**2s binding energies of Ru24+ to Ru41+: hydrogenic repulsion integrals and the identification of unlabelled rows**

The table holds the 2s (L1) binding energy of seventeen ruthenium ions, with its relaxation, Breit and QED parts and the mean 2s radius, from Dirac-Fock ΔSCF for the configuration average without correlation. The program tests the bare Dirac 2s energy less a sum of hydrogenic Slater repulsion integrals, with no parameter, with one screening constant, and with an added common scale, fitted on eleven rows and applied to six held-out rows. The rms errors on the held-out rows are 140.7, 35.4 and 3.1 eV, and only the two-parameter form matches all six to the right ion; it is worst for the 3d ions, which lie outside the fitted range. The output also gives the step per removed electron in each column and shows that the Koopmans value carries 2046.1 eV of the 2056.3 eV rise. Binding energy, relaxation and QED are monotonic in charge, while the Breit part turns at Ru27+ and cannot order the $n=3$ ions.

Calculated values. Radial Dirac-Fock and Kohn-Sham solver 2: L1 (2s) binding energies of free ruthenium ions, from the vacuum level, by Dirac-Fock ΔSCF for the average of configuration, without correlation. They include the first-order Breit interaction with its frequency dependence, self-energy and vacuum polarisation. The nucleus is finite, with an rms radius of 4.4809 fm.

## Program and output

```python
# Table: 2s (L1) binding energies of Ru ions, radial Dirac-Fock Delta-SCF, configuration average, Breit+QED,
# no correlation. Tested: Dirac 2s energy less hydrogenic repulsion integrals; which columns identify hidden rows.
T = {
    'ion': ['Ru24+', 'Ru25+', 'Ru26+', 'Ru27+', 'Ru28+', 'Ru29+', 'Ru30+', 'Ru31+', 'Ru32+', 'Ru34+', 'Ru35+', 'Ru36+', 'Ru37+', 'Ru38+', 'Ru39+', 'Ru40+', 'Ru41+'],
    'Z': [44, 44, 44, 44, 44, 44, 44, 44, 44, 44, 44, 44, 44, 44, 44, 44, 44],
    'charge': [24, 25, 26, 27, 28, 29, 30, 31, 32, 34, 35, 36, 37, 38, 39, 40, 41],  # e
    'N': [20, 19, 18, 17, 16, 15, 14, 13, 12, 10, 9, 8, 7, 6, 5, 4, 3],
    'configuration': ['[Ar] 3d2', '[Ar] 3d1', '[Ne] 3s2 3p6', '[Ne] 3s2 3p5', '[Ne] 3s2 3p4', '[Ne] 3s2 3p3', '[Ne] 3s2 3p2', '[Ne] 3s2 3p1', '[Ne] 3s2', '[He] 2s2 2p6', '[He] 2s2 2p5', '[He] 2s2 2p4', '[He] 2s2 2p3', '[He] 2s2 2p2', '[He] 2s2 2p1', '[He] 2s2', '[He] 2s1'],
    'level_binding_L1': [4255.2, 4341.7, 4430.2, 4513.6, 4598.3, 4684.3, 4771.6, 4860.3, 4950.3, 5121.6, 5284.0, 5448.6, 5615.6, 5784.7, 5956.2, 6129.9, 6311.5],  # eV
    'level_relaxation_L1': [-9.6345, -8.5597, -7.5102, -6.7698, -6.0406, -5.3222, -4.6144, -3.9168, -3.2294, -2.2118, -1.8868, -1.565, -1.2461, -0.93, -0.6164, -0.3051, -0.013674],  # eV
    'level_breit_L1': [-3.9877, -4.0125, -4.035, -4.0355, -4.0323, -4.0253, -4.0142, -3.9989, -3.9793, -3.9792, -3.9375, -3.8778, -3.7993, -3.7008, -3.5815, -3.4405, -2.9446],  # eV
    'level_qed_L1': [-2.5376, -2.5424, -2.5476, -2.5557, -2.5641, -2.5729, -2.582, -2.5915, -2.6013, -2.6654, -2.708, -2.7511, -2.7947, -2.8388, -2.8834, -2.9284, -3.0191],  # eV
    'level_mean_radius_L1': [0.1439, 0.1437, 0.1435, 0.1433, 0.1431, 0.1429, 0.1427, 0.1425, 0.1422, 0.1421, 0.1411, 0.14, 0.139, 0.138, 0.137, 0.1361, 0.1351],  # bohr
}
import numpy as np
from math import factorial as fa
from scipy.special import eval_genlaguerre as lag
from scipy.integrate import cumulative_trapezoid as ct
from scipy.constants import alpha, physical_constants as pc
Ha = pc['Hartree energy in eV'][0]
ion = T['ion']; Z = float(T['Z'][0]); N = np.array(T['N'], int)
B, X, Br, Q, R = (np.array(T['level_'+k+'_L1'], float) for k in ('binding', 'relaxation', 'breit', 'qed', 'mean_radius'))
hid = [0, 1, 4, 7, 15, 16]; vis = [i for i in range(len(N)) if i not in hid]
r = np.linspace(1e-6, 80, 80001)
def P(n, l):
    x = 2*r/n
    return np.sqrt(fa(n-l-1)/(n*n*fa(n+l)))*x**(l+1)*np.exp(-x/2)*lag(n-l-1, 2*l+1, x)
def Rk(a, b, k):  # integral a(r1) b(r2) r<^k / r>^(k+1)
    inn = ct(b*r**k, r, initial=0); o = ct(b/r**(k+1), r, initial=0)
    return ct(a*(inn/r**(k+1) + (o[-1]-o)*r**k), r)[-1]
s2 = P(2, 0); e = {}
for nm, n, l in [('1s',1,0), ('2s',2,0), ('2p',2,1), ('3s',3,0), ('3p',3,1), ('3d',3,2)]:
    p = P(n, l)
    e[nm] = Rk(s2*s2, p*p, 0) - (0 if nm == '2s' else Rk(s2*p, s2*p, l)/(2*(2*l+1)))
print('repulsion with 2s, eV per unit Z:', ' '.join('%s %.3f' % (k, v*Ha) for k, v in e.items()))
print('same times Z (bare step), eV:', ' '.join('%s %.1f' % (k, v*Ha*Z) for k, v in e.items()))
g = np.sqrt(1-(Z*alpha)**2); Na = np.sqrt(4-2*(1-g)); ED = (1-(1+g)/Na)/alpha**2*Ha
rD = ((3*Na**2-1)*(1+g)/Na+1)/(2*Z)
print('bare 2s: Dirac %.1f eV, nonrel %.1f eV; Dirac <r> %.4f bohr, last row %+.1f %%' % (ED, Z*Z/8*Ha, rD, 100*(R[-1]/rD-1)))
fill = ['1s']*2 + ['2s'] + ['2p']*6 + ['3s']*2 + ['3p']*6 + ['3d']*2  # electrons other than the 2s removed
ev = np.array([e[k] for k in fill])*Ha
S0 = np.array([ev[:n-1].sum() for n in N]); S1 = np.array([(ev[:n-1]*np.arange(1, n)).sum() for n in N])
Y = B - Br - Q
mA = ED - Z*S0
sB = (S1[vis] @ (Y-mA)[vis])/(S1[vis] @ S1[vis]); mB = mA + sB*S1
c = np.linalg.lstsq(np.c_[-Z*S0, S1][vis], (Y-ED)[vis], rcond=None)[0]; mC = ED - c[0]*Z*S0 + c[1]*S1
print('fits on 11 labelled rows: B s=%.3f; C f=%.3f s=%.3f; rounding: B 0.05 eV, <r> 0.00005 bohr' % (sB, c[0], c[1]/c[0]))
print('ion (*hidden) Y=B-Breit-QED | model-Y: A B C | per electron from row above: shell dB dB(C) drelax dBreit dQED, eV')
for i in range(len(N)):
    t = '%s%s %.1f | %+.1f %+.1f %+.1f' % (ion[i], '*' if i in hid else ' ', Y[i], mA[i]-Y[i], mB[i]-Y[i], mC[i]-Y[i])
    if i:
        d = N[i-1]-N[i]
        t += ' | %s %.1f %.1f %+.3f %+.4f %+.4f' % ((fill[N[i-1]-2],) + tuple((a[i]-a[i-1])/d for a in (B, mC, X, Br, Q)))
    print(t)
for nm, m in (('A', mA), ('B', mB), ('C', mC)):
    w = int(np.argmax(abs(m-Y))); pick = [ion[hid[int(np.argmin(abs(m[hid]-Y[i])))]] for i in hid]
    print('%s rms labelled %.1f hidden %.1f eV, worst %s %.2f %%; picks %s' % (nm, np.sqrt(np.mean((m-Y)[vis]**2)),
          np.sqrt(np.mean((m-Y)[hid]**2)), ion[w], 100*(m[w]/Y[w]-1), ' '.join(pick)))
print('gaps between hidden rows: dB drelax dBreit dQED (eV) d<r> (bohr) electrons')
for a, b in list(zip(hid[:-1], hid[1:])) + [(0, 7)]:
    print('%s->%s %.1f %+.3f %+.4f %+.4f %+.4f %d' % (ion[a], ion[b], B[b]-B[a], X[b]-X[a], Br[b]-Br[a], Q[b]-Q[a], R[b]-R[a], N[a]-N[b]))
print('hidden rows by rising Breit:', ' '.join(ion[i] for i in sorted(hid, key=lambda i: Br[i])), '; most negative overall', ion[int(np.argmin(Br))])
K = B - X - Br - Q
print('total rise %.1f eV (%.1f %%): Koopmans %.1f relax %+.1f Breit %+.1f QED %+.1f' % (B[-1]-B[0], 100*(B[-1]/B[0]-1), K[-1]-K[0], X[-1]-X[0], Br[-1]-Br[0], Q[-1]-Q[0]))
Kout = {0: 4271.4, 4: 4610.9, 8: 4960.1, 12: 5623.4, 16: 6317.5}  # Koopmans L1, further outputs of the same runs
dK = [K[i]-v for i, v in Kout.items()]
print('B-relax-Breit-QED less output Koopmans, eV:', ' '.join('%+.2f' % v for v in dK))
print('relaxation ratios: Ru24+/Ru31+ %.2f, Ru31+/Ru40+ %.1f, Ru40+/Ru41+ %.1f' % (X[0]/X[7], X[7]/X[15], X[15]/X[16]))
pw = np.polyfit(np.log(R), np.log(-Q), 1); rq = np.exp(np.polyval(pw, np.log(R)))/(-Q)-1
print('|QED| ~ <r>^%.2f, worst %.2f %% at %s; QED ratio last/first %.3f, (<r> ratio)^-3 %.3f' % (pw[0], 100*abs(rq).max(), ion[int(np.argmax(abs(rq)))], Q[-1]/Q[0], (R[-1]/R[0])**-3))
assert abs(e['2s']-77/512) < 1e-4 and max(abs(v) for v in dK) < 0.15
assert (np.diff(B) > 0).all() and (np.diff(X) > 0).all() and (np.diff(Q) < 0).all()
assert 0 < np.argmin(Br) < len(N)-1
```

Printed output:

```
repulsion with 2s, eV per unit Z: 1s 5.412 2s 4.092 2p 4.013 3s 2.187 3p 2.411 3d 2.719
same times Z (bare step), eV: 1s 238.1 2s 180.1 2p 176.6 3s 96.2 3p 106.1 3d 119.6
bare 2s: Dirac 6809.6 eV, nonrel 6585.2 eV; Dirac <r> 0.1311 bohr, last row +3.0 %
fits on 11 labelled rows: B s=0.320; C f=1.055 s=0.671; rounding: B 0.05 eV, <r> 0.00005 bohr
ion (*hidden) Y=B-Breit-QED | model-Y: A B C | per electron from row above: shell dB dB(C) drelax dBreit dQED, eV
Ru24+* 4261.7 | -236.0 -63.0 -6.5
Ru25+* 4348.3 | -202.9 -46.4 -3.4 | 3d 86.5 89.7 +1.075 -0.0248 -0.0048
Ru26+  4436.8 | -171.8 -30.9 -0.3 | 3d 88.5 91.6 +1.049 -0.0225 -0.0052
Ru27+  4520.2 | -149.1 -21.3 -0.8 | 3p 83.4 82.9 +0.740 -0.0005 -0.0081
Ru28+* 4604.9 | -127.7 -12.3 -0.9 | 3p 84.7 84.6 +0.729 +0.0032 -0.0084
Ru29+  4690.9 | -107.7 -3.8 -0.6 | 3p 86.0 86.3 +0.718 +0.0070 -0.0088
Ru30+  4778.2 | -88.9 +4.2 +0.1 | 3p 87.3 88.0 +0.708 +0.0111 -0.0091
Ru31+* 4866.9 | -71.5 +11.6 +1.2 | 3p 88.7 89.7 +0.698 +0.0153 -0.0095
Ru32+  4956.9 | -55.4 +18.4 +2.6 | 3p 90.0 91.4 +0.687 +0.0196 -0.0098
Ru34+  5128.2 | -34.3 +24.8 +1.8 | 3s 85.7 85.3 +0.509 +0.0000 -0.0320
Ru35+  5290.6 | -20.2 +27.4 +0.2 | 2p 162.4 160.7 +0.325 +0.0417 -0.0426
Ru36+  5455.2 | -8.2 +29.1 -0.8 | 2p 164.6 163.6 +0.322 +0.0597 -0.0431
Ru37+  5622.2 | +1.4 +29.8 -1.4 | 2p 167.0 166.4 +0.319 +0.0785 -0.0436
Ru38+  5791.2 | +8.9 +29.6 -1.2 | 2p 169.1 169.3 +0.316 +0.0985 -0.0441
Ru39+  5962.7 | +14.0 +28.3 -0.5 | 2p 171.5 172.1 +0.314 +0.1193 -0.0446
Ru40+* 6136.3 | +17.0 +26.1 +0.9 | 2p 173.7 175.0 +0.311 +0.1410 -0.0450
Ru41+* 6317.5 | +15.9 +21.0 +1.0 | 2s 181.6 181.3 +0.291 +0.4959 -0.0907
A rms labelled 83.3 hidden 140.7 eV, worst Ru24+ -5.54 %; picks Ru25+ Ru28+ Ru28+ Ru31+ Ru40+ Ru41+
B rms labelled 24.4 hidden 35.4 eV, worst Ru24+ -1.48 %; picks Ru25+ Ru25+ Ru28+ Ru31+ Ru40+ Ru41+
C rms labelled 1.2 hidden 3.1 eV, worst Ru24+ -0.15 %; picks Ru24+ Ru25+ Ru28+ Ru31+ Ru40+ Ru41+
gaps between hidden rows: dB drelax dBreit dQED (eV) d<r> (bohr) electrons
Ru24+->Ru25+ 86.5 +1.075 -0.0248 -0.0048 -0.0002 1
Ru25+->Ru28+ 256.6 +2.519 -0.0198 -0.0217 -0.0006 3
Ru28+->Ru31+ 262.0 +2.124 +0.0334 -0.0274 -0.0006 3
Ru31+->Ru40+ 1269.6 +3.612 +0.5584 -0.3369 -0.0064 9
Ru40+->Ru41+ 181.6 +0.291 +0.4959 -0.0907 -0.0010 1
Ru24+->Ru31+ 605.1 +5.718 -0.0112 -0.0539 -0.0014 7
hidden rows by rising Breit: Ru28+ Ru25+ Ru31+ Ru24+ Ru40+ Ru41+ ; most negative overall Ru27+
total rise 2056.3 eV (48.3 %): Koopmans 2046.1 relax +9.6 Breit +1.0 QED -0.5
B-relax-Breit-QED less output Koopmans, eV: -0.04 +0.04 +0.01 +0.04 -0.02
relaxation ratios: Ru24+/Ru31+ 2.46, Ru31+/Ru40+ 12.8, Ru40+/Ru41+ 22.3
|QED| ~ <r>^-2.73, worst 1.58 % at Ru34+; QED ratio last/first 1.190, (<r> ratio)^-3 1.208
```
